\textbf{Question.} My Si n-MOSFET shows substrate current at $V_D=0.80$ V, although ionising a pair costs at least the gap, 1.12 eV (300 K, compiled value, Wing 2021). How many electrons can phonons lift that far? My model is as follows.

Lattice at $T_L=300$ K, source and body grounded. The conduction-band edge is lowest in the drain extension, at $E_{c,D}=\mu_D-\eta$, with $\eta=0.05$ eV assumed. There are six nonparabolic valleys, with $\gamma(\varepsilon)=\varepsilon(1+\alpha\varepsilon)$ replacing the parabolic energy and typical $m_l=0.916\,m_0$, $m_t=0.19\,m_0$, $\alpha=0.5$ eV$^{-1}$. The ionisation rate is $P=P_0(\varepsilon-E_{th})^2$ above $E_{th}=1.12$ eV, with a typical $P_0=6.25\times10^{10}$ s$^{-1}$eV$^{-2}$. The generation volume is assumed to be $\Omega=1\ \mu\mathrm{m}\times20\ \mathrm{nm}\times20\ \mathrm{nm}$, with every hole collected. The optical phonon is 517 cm$^{-1}$ (300 K, compiled value, Ioffe Institute).

(a) What is the largest occupation at threshold? (b) The largest substrate current, and its dependence on $V_D$ and $T_L$? (c) How closely would a collision-free device approach it, if the potential varies in one direction only and the source barrier top is level with $\mu_S$?

\textbf{Answer.}

\textbf{Why there is a ceiling.} Let $f(\mathbf r,\mathbf k)$ be the occupation per state, $\varepsilon(\mathbf k)$ the kinetic energy and $E=\varepsilon+E_c(\mathbf r)$ the total energy. With $W_{kk'}$ the rate from $k$ to $k'$ (valley and spin included in the label), the steady linear Boltzmann equation is
\begin{equation}
Df=\sum_{k'}\left(W_{k'k}f'-W_{kk'}f\right),\qquad D=\frac{1}{\hbar}\left(\nabla_k\varepsilon\cdot\nabla_r-\nabla_rE_c\cdot\nabla_k\right).
\end{equation}
Two facts do the work. Free flight conserves total energy, $DE=0$. Scatterers in equilibrium at $T_L$ obey detailed balance, $W_{kk'}e^{-\varepsilon/kT_L}=W_{k'k}e^{-\varepsilon'/kT_L}$. Put $f=g\,e^{-E/kT_L}$. The exponential passes through $D$ and factors out of the collision sum:
\begin{equation}
Dg=\sum_{k'}W_{kk'}(g'-g)=\nu\left(\langle g\rangle-g\right),\qquad \nu=\sum_{k'}W_{kk'},
\end{equation}
where $\langle g\rangle$ is the average of $g'$ with weights $W_{kk'}/\nu$. Along a trajectory entering at time $0$,
\begin{equation}
g(t)=g(0)\,e^{-\int_0^t\nu\,ds}+\int_0^t\nu(s)\,\langle g\rangle(s)\,e^{-\int_s^t\nu\,ds'}\,ds .
\end{equation}
The weights are positive and sum to one. Iterating backwards until each history reaches a contact makes $g$ a weighted mean of the injected values. Elastic reflection at the oxide preserves this. A contact at $T_L$ injects a Fermi function, so $g\le e^{\mu_c/kT_L}$ there. The highest contact level sets the bound. Here that is $\mu_S$, shared by the grounded body, while $\mu_D=\mu_S-qV_D$:
\begin{equation}
f\le\exp\left[-\frac{E-\mu_S}{kT_L}\right]=\exp\left[-\frac{\varepsilon-\Delta(\mathbf r)}{kT_L}\right],\qquad \Delta(\mathbf r)=\mu_S-E_c(\mathbf r).
\end{equation}
With Pauli factors, $u=fe^{E/kT_L}/(1-f)$ obeys $Du=\sum W_{kk'}\frac{1-f'}{1-f}(u'-u)$, and the same argument gives the source Fermi function as a tighter ceiling. Loss of hot electrons by ionisation adds $-Pg$ and only lowers $g$.

This is an envelope. Beneath it $f$ may fall more slowly over a finite range, which is what a fitted hot-electron temperature describes, but it cannot cross the envelope, and beyond $\Delta$ the envelope decays with $kT_L$.

\textbf{(a) Occupation.} At 300 K, $kT_L=0.025852$ eV. The largest drop and the remaining deficit are
\begin{equation}
\Delta_{\max}=qV_D+\eta=0.85\ \mathrm{eV},\qquad \delta=E_{th}-\Delta_{\max}=0.27\ \mathrm{eV},
\end{equation}
so $\delta/kT_L=10.44$ and
\begin{equation}
f(E_{th})\le e^{-\delta/kT_L}=2.91\times10^{-5}.
\end{equation}
The phonon energy is $\hbar\omega=64.1$ meV, so the deficit is 4.2 quanta. With Bose occupation $N$, absorption and emission between two given states stand in the ratio $N/(N+1)=e^{-\hbar\omega/kT_L}=0.0838$. Each net quantum costs this factor, and together they rebuild $e^{-\delta/kT_L}$.

\textbf{(b) Current.} The density of states, spin and valleys included, is
\begin{equation}
\rho(\varepsilon)=\rho_0\sqrt{\gamma}\,(1+2\alpha\varepsilon),\qquad \rho_0=\frac{6\,(2m_l)^{1/2}(2m_t)}{2\pi^2\hbar^3}=7.43\times10^{21}\ \mathrm{cm^{-3}eV^{-3/2}}.
\end{equation}
At threshold $\gamma=1.747$ eV and $\rho=2.08\times10^{22}$ cm$^{-3}$eV$^{-1}$. Since $\Delta\le\Delta_{\max}$ throughout $\Omega$, the generation rate obeys, with $x=\varepsilon-E_{th}$,
\begin{equation}
G\le e^{-\delta/kT_L}P_0\int_0^\infty\rho(E_{th}+x)\,x^2e^{-x/kT_L}dx\simeq 2(kT_L)^3\rho(E_{th})P_0\,(1+3\lambda kT_L)\,e^{-\delta/kT_L}.
\end{equation}
Here $\rho$ was expanded to first order about threshold. The weight $x^2e^{-x/kT_L}$ has mean $3kT_L$, and
\begin{equation}
\lambda=\frac{d\ln\rho}{d\varepsilon}=\frac{1+2\alpha\varepsilon}{2\gamma}+\frac{2\alpha}{1+2\alpha\varepsilon}=1.08\ \mathrm{eV^{-1}},
\end{equation}
so the bracket is 1.084. With $2(kT_L)^3=3.46\times10^{-5}$ eV$^3$,
\begin{align}
G_{\max}&=(3.46\times10^{-5}\ \mathrm{eV^3})(2.08\times10^{22}\ \mathrm{cm^{-3}eV^{-1}})(6.25\times10^{10}\ \mathrm{s^{-1}eV^{-2}})\nonumber\\
&\quad\times(1.084)(2.91\times10^{-5})=1.42\times10^{24}\ \mathrm{cm^{-3}s^{-1}}.
\end{align}
Each event yields one hole, and $\Omega=4.0\times10^{-16}$ cm$^3$, so
\begin{equation}
I_{\max}=qG_{\max}\Omega=9.1\times10^{-11}\ \mathrm{A}
\end{equation}
for 1 $\mu$m of width. This is the model's ceiling, not a prediction of the current.

The bias enters only through $\delta$, so the ceiling moves by a decade per $(kT_L/q)\ln10=59.5$ mV, a factor 47.9 per 0.1 V:

\begin{center}
\begin{tabular}{c|ccccc}
$V_D$ (V) & 0.6 & 0.7 & 0.8 & 0.9 & 1.0\\ \hline
$I_{\max}$ (A) & $4.0\times10^{-14}$ & $1.9\times10^{-12}$ & $9.1\times10^{-11}$ & $4.4\times10^{-9}$ & $2.1\times10^{-7}$
\end{tabular}
\end{center}

At fixed $E_{th}$, $\eta$ and $P_0$ the ceiling scales as $T_L^3(1+3\lambda kT_L)\,e^{-\delta/kT_L}$. At 77 K, $kT_L=6.635$ meV and $\delta/kT_L=40.69$, so at 0.80 V it falls by the factor $1.2\times10^{-15}$. The gap also widens on cooling to 77 K, by approximately 0.045 eV, which removes a further factor $1.1\times10^{-3}$. A uniform rise of the lattice to 350 K raises the ceiling about 7 times at fixed gap.

\textbf{(c) Collision-free filling.} Rescale $\mathbf k$ so that each valley is spherical, $\gamma=\hbar^2k^{*2}/2m^*$, and rescale $\mathbf r$ inversely. The potential still depends on one coordinate, so the transverse $\mathbf k^*$ is conserved. An electron of total energy $E$ crosses the barrier top $E_B$ only if $\hbar^2k_\perp^{*2}/2m^*\le\gamma(E-E_B)$. In the drain these electrons fill a forward cone with $g$ at its source value,
\begin{equation}
\sin^2\theta=\frac{\gamma(E-E_B)}{\gamma(E-E_{c,D})},\qquad \phi=\frac{1-\cos\theta}{2},
\end{equation}
where $\phi$ is the filled fraction of the energy shell. The other directions trace back to the drain and are weaker by $e^{-qV_D/kT_L}=3.6\times10^{-14}$. With $E_B=\mu_S$, threshold has $E-E_B=\delta$, so $\gamma=0.306$ eV, $\sin^2\theta=0.175$ and $\phi=0.046$. At the mean ionising energy, $3kT_L$ higher, $\phi=0.056$, and the model's collision-free current is about $5\times10^{-12}$ A. Because $\phi$ varies only algebraically with energy, this tail carries the lattice slope, inherited from the source. Net phonon emission on the way drops electrons below the energies that ionise, and each lost quantum must be bought back at 0.0838.

\textbf{How far to trust the absolute numbers.} Heavy doping narrows the gap by typically 0.1 eV near $10^{20}$ cm$^{-3}$, which alone would raise the current by the same factor 47.9. Filled states in the degenerate drain work the other way: both final electrons need empty states, which raises the effective threshold by up to $2\eta=0.10$ eV. Read the currents as orders of magnitude. The 59.5 mV per decade of the envelope is unaffected. Short-channel devices near this bias typically give substrate currents of order picoamperes per micrometre or less, with a wide spread, so the ceiling lies one to several decades above typical values, as an upper bound may.

\textbf{What escapes the bound.} Scattering by a drain electron gas in equilibrium at $T_L$ obeys detailed balance and stays inside the theorem. Collisions between two hot channel electrons do not. One partner can leave with up to $2\Delta_{\max}=1.70$ eV, so this route needs no thermal activation once $qV_D>E_{th}/2-\eta=0.51$ eV. It rivals the thermal tail as soon as it supplies a mean occupation near $\phi\,e^{-\delta/kT_L}=1.3\times10^{-6}$ at threshold. A negative body bias lifts the highest contact level to $\mu_S+q|V_B|$. Electrons created by holes ionising in the drain-body depletion region can start above $\mu_S$, an effect of second order in the ionisation probability. Band-to-band tunnelling feeds the substrate terminal with no hot electron at all. Cooling separates these from the thermal tail: a substrate current at 0.80 V that survives at 77 K cannot come from linear transport with equilibrium phonons.